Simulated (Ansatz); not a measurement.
## Sn: the change of energy above lowest point with volume scale

Free energy against uniform scaling of the volume at fixed shape and fractions; periodic cell, basis, potentials, k mesh and filling as listed. The results are calculated, by Ansatz 0.2.0.

The cell before it is scaled or strained (space group Fd-3m, No. 227):
```
CELL_PARAMETERS angstrom
0.00000 3.23330 3.23330
3.23330 0.00000 3.23330
3.23330 3.23330 0.00000
ATOMIC_POSITIONS crystal
Sn 0.00000 0.00000 0.00000
Sn 0.25000 0.25000 0.25000
```

Settings of every row: functional PBE; dispersion none; potentials PAW; wave cutoff 421.78 eV; density cutoff 1687.1 eV; k mesh 6x6x6; k shift 0x0x0; occupations fermi dirac; smearing width 0.15 eV; spin none; SCF threshold exponent -7.

Limits: minimum outside the range.

```csv
row,volume scale,V (Å³/atom),energy above lowest point (meV/atom)
1,0.94,31.774,105.1
2,0.96,32.45,75.5
3,0.98,33.126,51.4
4,1,33.802,32.3
5,1.02,34.478,17.6
6,1.04,35.154,?
7,1.06,35.83,0
```

Question: what energy above lowest point should row 6 give?

Worked fit of energy above lowest point. Take u = (V_r/V)^(2/3) − 1 with V_r = 33.464 Å³ an atom, which is twice the finite (Eulerian) strain; such expansions in the strain, on which the Birch-Murnaghan equation of state is built, carry the rest volume and the bulk modulus. The shown rows have u = 0.03515, 0.02073, 0.00679, -0.00668, -0.0197, -0.04452. Least squares give energy above lowest point = 41.25 + 1419.1 × u + 11194 × u² + 3020 × u³ meV/atom; a parabola predicts inner rows, each left out in turn, worse (root mean square 0.064 against 0.039 meV/atom). All shown rows lie on it to the printed digit. The withheld row has u = -0.03231, so the fit gives 41.25 + 1419.1 × (-0.03231) + 11194 × (-0.03231)² + 3020 × (-0.03231)³ = 7.0 meV/atom.

The calculation gave 7 meV/atom. The fit meets it to the printed digit.
